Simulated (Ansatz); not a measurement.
## Cu: moving Cu off its site

Cu, I4/mmm, a = 2.886 Å, c = 2.752 Å (as given, not relaxed at this level: 0.3 GPa). This isn't the element's structure at ambient conditions. Ansatz: r2SCAN, PAW, 500 eV, Γ-centred 12×12×12 mesh on 8 atoms, Gaussian smearing 0.15 eV; no spin polarisation.

```xyz
8
Lattice="-2.8856 -2.8856 2.7522 2.8856 2.8856 2.7522 -2.8856 2.8856 -2.7522" Properties=species:S:1:pos:R:3 pbc="T T T"
Cu   -2.8856    0.0000    0.0000
Cu   -1.4428    1.4428   -1.3761
Cu   -1.4428   -1.4428    1.3761
Cu    0.0000    0.0000    0.0000
Cu   -1.4428    1.4428    1.3761
Cu    0.0000    2.8856    0.0000
Cu    0.0000    0.0000    2.7522
Cu    1.4428    1.4428    1.3761
```

Atom 1 (Cu) moves by x along the unit vector (0.000, 0.000, 1.000), with its periodic images; all else is held. y is the free energy of the cell over the start, F the force along the path summed over the moved atoms. Symmetry makes y even in x.

```
  x (Å) y (meV) F (eV/Å)
-0.1000        ?         ?
-0.0333     4.20      0.25
 0.0000     0.00      0.00
 0.0167     1.06     -0.13
 0.0500     9.47     -0.38
 0.0667    16.86     -0.51
 0.0833    26.32     -0.63
```

**Question.** Fit y = c2 x² + c4 x⁴ to the energies of the other rows, give the force constant, and predict energy and force of the missing row.

**Answer.** Least squares on the rows shown. y = 3785.0 x² + 1157.7 x⁴. The force constant is 2 c2 = 7.57 eV/Å² (for all images moving together, not for a lone atom). The force −dy/dx at the missing row is 0.76 eV/Å (computed 0.76). At x = -0.1000 the fit asked for gives 37.97 meV. The run gave 37.96 meV, so the fit is 0.01 meV too high, a small miss on the scale of the series. The form still works here, 20 % of the fitted range beyond its end.

Cost: 7 runs of about 22 core-minutes in all, on Oxide Virtual Turin-like Processor (Zen 5) (shared hosts).

The well is almost purely harmonic: the force constant of 7.57 eV/Å² accounts for nearly all the energy, and the positive quartic term adds only a slight stiffening. Inversion symmetry cancels the odd terms, so the strong cubic anharmonicity of individual Cu-Cu contacts drops out when neighbours on opposite sides are compressed and stretched together. The restoring force probably comes mainly from short-range repulsion between the filled d shells and their overlap with the sp electrons, with the metallic electrons screening longer-ranged contributions.

The positive curvature shows that the site is a minimum for this displacement with the other atoms held, not that the tetragonal phase is dynamically stable. Moving one sublattice mixes phonons at several commensurate wavevectors, so stiff modes can mask a soft one in the average. Body-centred arrangements of copper are known to be prone to shear towards close packing, and such a collective distortion, with its change of cell shape, is not tested by this path.
